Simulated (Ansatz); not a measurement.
**Si: energy along a strain**

Si, Fd-3m, a = 5.431 Å (as given, not relaxed at this level: 0.7 GPa). Ansatz: r2SCAN, PAW, 500 eV, Γ-centred 10×10×10 mesh on 2 atoms, Gaussian smearing 0.05 eV; no spin polarisation. Cell vectors (Å): 0.000 2.715 2.715; 2.715 0.000 2.715; 2.715 2.715 0.000. The cell is strained by x per cent times the pattern (0 0 1 0 0 0) in the order xx yy zz yz xz xy (engineering shears), with fractional coordinates held. y is the free energy over the start, V0 = 20.023 Å³/atom. Points with a strain past 8.5 % were computed too (3) and aren't used here.

```tsv
x (%)	y (meV/atom)
-7.50	?
-5.00	32.00
-2.50	9.04
0.00	0.00
2.50	4.31
5.00	21.33
7.50	50.33
```

**Question.** Fit y = c1 x + c2 x² + c3 x³ to the other rows, get the stiffness along the pattern, and predict the missing energy.

**Answer.** Least squares on the rows shown. y = −0.89609 x + 1.0664 x² − 0.0069407 x³. The clamped-ion stiffness p·C·p = 2 × 10.66 eV × 160.2 / 20.023 Å³ = 171 GPa, which is C33 in these axes (C11 of the cubic crystal) (second derivative at the start, which stands under stress). At x = -7.50 the fit asked for gives 69.63 meV/atom. The run gave 69.14 meV/atom, so the fit is 0.49 meV/atom too high, 0.71 % of the span of the series, against an rms of 0.02 meV/atom on the fitted rows. The row lies outside the fitted range. With a term in x⁴ added, a fit to the same known rows predicts 69.37 meV/atom, which recovers part of the miss; the known rows don't hold the rest. The records add, with no proof that it causes the miss: the gap is closed there and open in the run one row down.

The stiffness of 171 GPa is close to the known C11 of silicon, as expected for a network of directional sp3 bonds that resists both stretching and bond-angle distortion. Holding the fractional coordinates costs nothing here: strain along a cube axis leaves the two sublattices without a symmetry-allowed relative displacement, so the clamped-ion and relaxed values of this constant coincide.

Compression costs more than equal extension at each paired strain, but most of that asymmetry comes from the linear term, meaning that the starting cell is slightly too small for this functional. The negative cubic term adds the true anharmonicity, with repulsion steepening as the bonds shorten and the restoring force weakening as they lengthen.

At the predicted point, strain splitting of the conduction valleys and the valence-band top probably closes the gap. Electron transfer between the overlapping bands would lower the energy, which matches the sign of the miss, though ordinary higher-order elasticity may suffice. One uniaxial pattern doesn't establish the bulk modulus or the shear stiffness.
